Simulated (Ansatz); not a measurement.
# A series in volume per atom on Cu

Results calculated with Ansatz 0.2.0 development build, not measured. Equation of state of a cubic crystal from periodic Kohn-Sham density functional theory without spin; pressure corrected for the finite basis.

Cell of the first row (space group Fm-3m, No. 225):
```
Cu
1.0
      0.0000     1.7781     1.7781
      1.7781     0.0000     1.7781
      1.7781     1.7781     0.0000
Cu
1
Direct
  0.00000 0.00000 0.00000
```

Settings of every row: formula Cu; structure type fcc; functional PBE; spin treatment none; k mesh 18x18x18; occupation method fermi-dirac; occupation width 0.061225619 eV; wave cutoff 700 eV; datasets hard PAW; density cutoff ratio 4.

Limits: modest k-mesh, values are not fully converged in k; the SCF threshold is loose for a stress in some rows.

```
row  volume per atom (Å³)  pressure (GPa)  energy above lowest point (meV/atom)
  1                11.243           10.15                                 21.38
  2                11.482           6.355                                  9.12
  3                11.722           2.991                                  2.19
  4                11.961           0.007                                     0
  5                  12.2          -2.638                                     2
  6                12.439          -4.984                                  7.73
  7                12.678               ?                                     ?
```

Question: what pressure and energy above lowest point should row 7 give?

Worked fit of pressure. Take u = (V_r/V)^(2/3) − 1 with V_r = 11.841 Å³ an atom, which is twice the finite (Eulerian) strain; such expansions in the strain, on which the Birch-Murnaghan equation of state is built, carry the rest volume and the bulk modulus. The shown rows have u = 0.03515, 0.02074, 0.00676, -0.0067, -0.01971, -0.03231. Least squares give pressure = 1.4582 + 221.259 × u + 706.3 × u² + 938 × u³ GPa; a parabola predicts inner rows, each left out in turn, worse (root mean square 0.012 against 0.0074 GPa). The rows lie off it by 0.001, -0.004, 0.005, 0.000, -0.002, 0.001 (root mean square 0.0028 GPa). The pressure vanishes at u = -0.0067, or V = 11.96 Å³ an atom, and there the bulk modulus at fixed shape and fractions is B = −V dP/dV = (2/3)(1 + u) dP/du = 140 GPa. The withheld row has u = -0.04451, so the fit gives 1.4582 + 221.259 × (-0.04451) + 706.3 × (-0.04451)² + 938 × (-0.04451)³ = -7.073 GPa.

The calculation gave -7.062 GPa. The fit lies 0.011 GPa (0.064 % of the column's range) below it; its largest miss of a shown row is 0.005 GPa. This row lies beyond the range of the fit.

Worked fit of energy above lowest point. Take u = (V_r/V)^(2/3) − 1 with V_r = 11.841 Å³ an atom, which is twice the finite (Eulerian) strain; such expansions in the strain, on which the Birch-Murnaghan equation of state is built, carry the rest volume and the bulk modulus. The shown rows have u = 0.03515, 0.02074, 0.00676, -0.0067, -0.01971, -0.03231. Least squares give energy above lowest point = 0.539 + 161.19 × u + 12069.1 × u² + 6009 × u³ meV/atom; a parabola predicts inner rows, each left out in turn, worse (root mean square 0.075 against 0.013 meV/atom). The rows lie off it by 0.00, -0.01, 0.01, 0.00, 0.00, 0.00. Its lowest point lies at u = -0.0067, or V = 11.96 Å³ an atom, and the curvature there gives the bulk modulus at fixed shape and fractions, B = (4/9)(1 + u)² E″(u)/V = 140 GPa. The withheld row has u = -0.04451, so the fit gives 0.539 + 161.19 × (-0.04451) + 12069.1 × (-0.04451)² + 6009 × (-0.04451)³ = 16.75 meV/atom.

The calculation gave 16.75 meV/atom. The fit meets it to the printed digit. This row lies beyond the range of the fit.
